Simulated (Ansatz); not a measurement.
InSb$_{3}$: moving Sb off its site

InSb$_{3}$, Fm-3m, a = 7.324 Å. The structure is a Materials Project entry; whether it is the stable form wasn't checked. Ansatz: PBEsol+D3(BJ), PAW, 420 eV, Γ-centred 12×12×12 mesh on 4 atoms, Gaussian smearing 0.15 eV; no spin polarisation.

```yaml
crystal:
  lattice:
    - [0.00000, 3.66207, 3.66207]
    - [3.66207, 0.00000, 3.66207]
    - [3.66207, 3.66207, 0.00000]
  atoms:
    - { symbol: In, position: [0.00000, 0.00000, 0.00000] }
    - { symbol: Sb, position: [0.25000, 0.25000, 0.25000] }
    - { symbol: Sb, position: [0.75000, 0.75000, 0.75000] }
    - { symbol: Sb, position: [0.50000, 0.50000, 0.50000] }
```

Atom 4 (Sb) moves by x along the unit vector (0.577, 0.577, 0.577), with its periodic images; all else is held. y is the free energy of the cell over the start, F the force along the path summed over the moved atoms. Symmetry makes y even in x.

```tsv
x (Å)	y (meV)	F (eV/Å)
-0.300	?	?
-0.100	15.0	0.30
0.000	0.0	0.00
0.050	3.7	-0.15
0.150	34.3	-0.47
0.200	61.9	-0.64
0.250	99.0	-0.84
```

Task: Fit y = c2 x² + c4 x⁴ to the energies of the other rows, give the force constant, and predict energy and force of the missing row.

Result: Least squares on the rows shown. y = 1486 x² + 1558 x⁴. The force constant is 2 c2 = 2.97 eV/Å² (for all images moving together, not for a lone atom). The force −dy/dx at the missing row is 1.06 eV/Å (computed 1.07). At x = -0.300 the fit asked for gives 146.4 meV. The run gave 146.6 meV, so the fit is 0.2 meV too low, a small miss on the scale of the series.

Cost: 7 runs of about 1.9 core-minutes in all, on AMD EPYC 9R45 (Zen 5) (shared hosts).

The energy rises on both sides of the symmetric site and the force is restoring throughout, so this Sb sublattice sits in a single well with no tendency to move off-centre along this path. The well is mostly harmonic, with a positive quartic term that stiffens it at larger displacement. Along the body diagonal the atom approaches one Sb neighbour while receding from the opposite one. Inversion symmetry cancels the odd terms, and the steepening short-range repulsion on the compressed side probably outweighs the softening on the stretched side. Elemental Sb, by contrast, distorts away from a simple cubic arrangement to form short and long contacts through its p orbitals. The absence of such an instability here suggests that the dense, bcc-like packing favours more delocalised bonding, though the energies alone cannot establish this. Cubic site symmetry makes the harmonic force constant the same in every direction, whereas the quartic term belongs to this direction only. A cooperative distortion in which neighbouring Sb atoms move differently could still lower the energy.
